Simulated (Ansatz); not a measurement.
Gd: energy change per atom and pressure against volume scale

All results are calculated (Ansatz 0.2.0). Plane-wave DFT, scalar-relativistic PAW made under PBE with cores redone for the functional, no dispersion; the given relaxed cell is scaled uniformly, energy at zero smearing counts from the unscaled cell, pressure at the given Fermi-Dirac smearing is positive in compression.

The cell before it is scaled or strained (space group P6_3/mmc, No. 194):
```
CELL_PARAMETERS angstrom
3.54110 0.00000 0.00000
-1.77050 3.06670 0.00000
0.00000 0.00000 5.64850
ATOMIC_POSITIONS crystal
Gd 0.33333 0.66667 0.25000
Gd 0.66667 0.33333 0.75000
```

Settings of every row: spin polarised yes; functional PBEsol; wave cutoff 420 eV; smearing width 0.05 eV; k mesh 14x14x8.

Atom:
| element | starting moment (Bohr magneton) |
| --- | --- |
| Gd | 7.22 |
| Gd | -7.22 |

Limits: open f shell: the state may not be the lowest.

| row | volume scale | V (Å³/atom) | energy change per atom (meV) | pressure (GPa) | largest site moment (Bohr magneton) |
| --- | --- | --- | --- | --- | --- |
| 1 | 0.88 | 26.99 | 60.79 | 5.9 | 7.19 |
| 2 | 0.92 | 28.216 | ? | ? | ? |
| 3 | 0.96 | 29.443 | 5.59 | 1.63 | 7.21 |
| 4 | 1.04 | 31.897 | 6.01 | -1.38 | 7.23 |
| 5 | 1.08 | 33.124 | 21.71 | -2.52 | 7.23 |
| 6 | 1.12 | 34.35 | 45.53 | -3.48 | 7.24 |

Question: what energy change per atom and pressure should row 2 give?

Worked fit of energy change per atom. Take u = (V_r/V)^(2/3) − 1 with V_r = 31.897 Å³ an atom, which is twice the finite (Eulerian) strain; such expansions in the strain, on which the Birch-Murnaghan equation of state is built, carry the rest volume and the bulk modulus. The shown rows have u = 0.1178, 0.05482, 0, -0.02485, -0.04819. Least squares give energy change per atom = 6.285 − 439.548 × u + 7667.06 × u² meV; a straight line predicts inner rows, each left out in turn, worse (root mean square 25 against 0.6 meV). The rows lie off it by -0.11, 0.36, -0.28, -0.23, 0.26 (root mean square 0.26 meV). The withheld row has u = 0.08518, so the fit gives 6.285 − 439.548 × (0.08518) + 7667.06 × (0.08518)² = 24.47 meV.

The calculation gave 24.98 meV. The fit lies 0.51 meV (2 % of the value, 0.92 % of the column's range) below it; its largest miss of a shown row is 0.36 meV.

Worked fit of pressure. Take u = (V_r/V)^(2/3) − 1 with V_r = 31.897 Å³ an atom, which is twice the finite (Eulerian) strain; such expansions in the strain, on which the Birch-Murnaghan equation of state is built, carry the rest volume and the bulk modulus. The shown rows have u = 0.1178, 0.05482, 0, -0.02485, -0.04819. Least squares give pressure = −1.378 + 48.863 × u + 109.65 × u² GPa; a straight line predicts inner rows, each left out in turn, worse (root mean square 0.36 against 0.0042 GPa). All shown rows lie on it to the printed digit. The withheld row has u = 0.08518, so the fit gives −1.378 + 48.863 × (0.08518) + 109.65 × (0.08518)² = 3.58 GPa.

The calculation gave 3.58 GPa. The fit meets it to the printed digit.

The other values of row 2: largest site moment 7.2 Bohr magneton.
